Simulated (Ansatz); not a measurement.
## A series in volume scale on Ba

Results calculated with Ansatz 0.2.0, not measured. Free energy against uniform scaling of the volume at fixed shape and fractions; periodic cell, basis, potentials, k mesh and filling as listed.

The cell before it is scaled or strained (space group Pm-3m, No. 221):
```
cell vectors (Å)
   3.9177     0.0000     0.0000
   0.0000     3.9177     0.0000
   0.0000     0.0000     3.9177
atoms (fractions of the cell vectors)
Ba  0.00000  0.00000  0.00000
```

Settings of every row: functional LDA; dispersion none; potentials PAW; wave cutoff 550 eV; density cutoff 2200 eV; k mesh 6x6x6; k shift 0x0x0; occupations cold; smearing width 0.15 eV; spin none; SCF threshold exponent -8.

Limits: coarse k mesh, up to 40 meV an atom off; minimum outside the range; no spin-orbit coupling, which can matter with elements this heavy; the cell comes from a prototype or a list of computed structures and needn't be the stable phase.

```csv
row,volume scale,V (Å³/atom),energy above lowest point (meV/atom)
1,0.94,56.523,0
2,0.96,57.725,7.7
3,0.98,58.928,16.5
4,1,60.13,26.2
5,1.02,61.333,?
6,1.04,62.536,47.7
7,1.06,63.738,59.2
```

Question: what energy above lowest point should row 5 give?

Worked fit of energy above lowest point. Take u = (V_r/V)^(2/3) − 1 with V_r = 59.529 Å³ an atom, which is twice the finite (Eulerian) strain; such expansions in the strain, on which the Birch-Murnaghan equation of state is built, carry the rest volume and the bulk modulus. The shown rows have u = 0.03515, 0.02073, 0.00679, -0.00667, -0.03232, -0.04452. Least squares give energy above lowest point = 21.25 − 721.2 × u + 3154 × u² + 4659 × u³ meV/atom; a parabola predicts inner rows, each left out in turn, worse (root mean square 0.088 against 0.0033 meV/atom). All shown rows lie on it to the printed digit. The withheld row has u = -0.01971, so the fit gives 21.25 − 721.2 × (-0.01971) + 3154 × (-0.01971)² + 4659 × (-0.01971)³ = 36.7 meV/atom.

The calculation gave 36.7 meV/atom. The fit meets it to the printed digit.
